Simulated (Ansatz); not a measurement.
# A ladder of methods for SiF3 (trifluorosilyl)

SiF3: 4 atoms, total charge 0, spin state doublet. SMILES: `F[Si](F)F`. Geometry: relaxed at GFN2-xTB.

```xyz
4

F     0.7879   -0.5090    1.1190
Si   -0.3252    0.2440    0.2689
F    -0.9627   -0.8891   -0.6469
F     0.5001    1.1540   -0.7410
```

Each level gives the energy change with the F1–Si2 bond stretched from 1.590 to 1.988 Å (eV). The values are calculated.

| level | kind | program | value (eV) | less FCI/STO-3G | CPU time (all runs) |
| --- | --- | --- | --- | --- | --- |
| UHF/STO-3G | Hartree–Fock | Ansatz | 1.25 | +0.36 | 0.2 s |
| USVWN5/STO-3G | LDA | Ansatz | 0.91 | +0.02 | 0.84 s |
| UPBE/STO-3G | GGA | Ansatz | 0.68 | -0.21 | 1.5 s |
| U-r2SCAN/STO-3G | meta-GGA | Ansatz | 0.86 | -0.03 | 4 s |
| UBHLYP/STO-3G | global hybrid | Ansatz | 1.18 | +0.29 | 1.6 s |
| U-wB97M-V/STO-3G | range-separated hybrid | Ansatz | 1.07 | +0.18 | 19 s |
| UCCSD/STO-3G | coupled cluster or CI | Ansatz | 0.94 | +0.05 | 0.44 s |
| FCI/STO-3G | exact in the basis | Ansatz | 0.89 | 0.00 | 6.1 s |

FCI/STO-3G is exact within its basis and frozen core, so for wave-function methods in that basis the difference is their error; functionals converge differently with the basis, so for them it is only a difference. The first shape isn't each level's own minimum. The values span 0.68 to 1.25 eV. Spin contamination of the reference (⟨S²⟩ at least 0.1 too high) touches UHF/STO-3G, UCCSD/STO-3G. All rows use very small basis sets, so even the best lies far from the true value. Times are those of the runs behind each value, whatever else they computed, on shared processors of several kinds: orders of magnitude only.

Stretching the Si–F bond weakens the overlap between silicon and fluorine and brings the bonding and antibonding σ levels closer together, so left-right correlation matters more at the longer distance. Hartree–Fock largely misses this gain and makes the stretch too costly, by 0.36 eV. Coupled cluster with singles and doubles cuts the error to 0.05 eV; the remainder probably reflects missing triple and higher excitations, together with an imperfect spin reference.

Among the functionals, the three without exact exchange give the lowest costs and the two hybrids the highest. This fits the role of semilocal exchange, which mimics part of the left-right correlation that exact exchange leaves out. PBE lies below the local density approximation, as expected from gradient corrections that reduce overbinding. The closeness of LDA and r2SCAN to the full CI value therefore doesn't establish that they describe this bond better than the hybrids do. Nor does a single partial stretch determine the dissociation energy to SiF2 and F, or the ranking of methods near that limit.
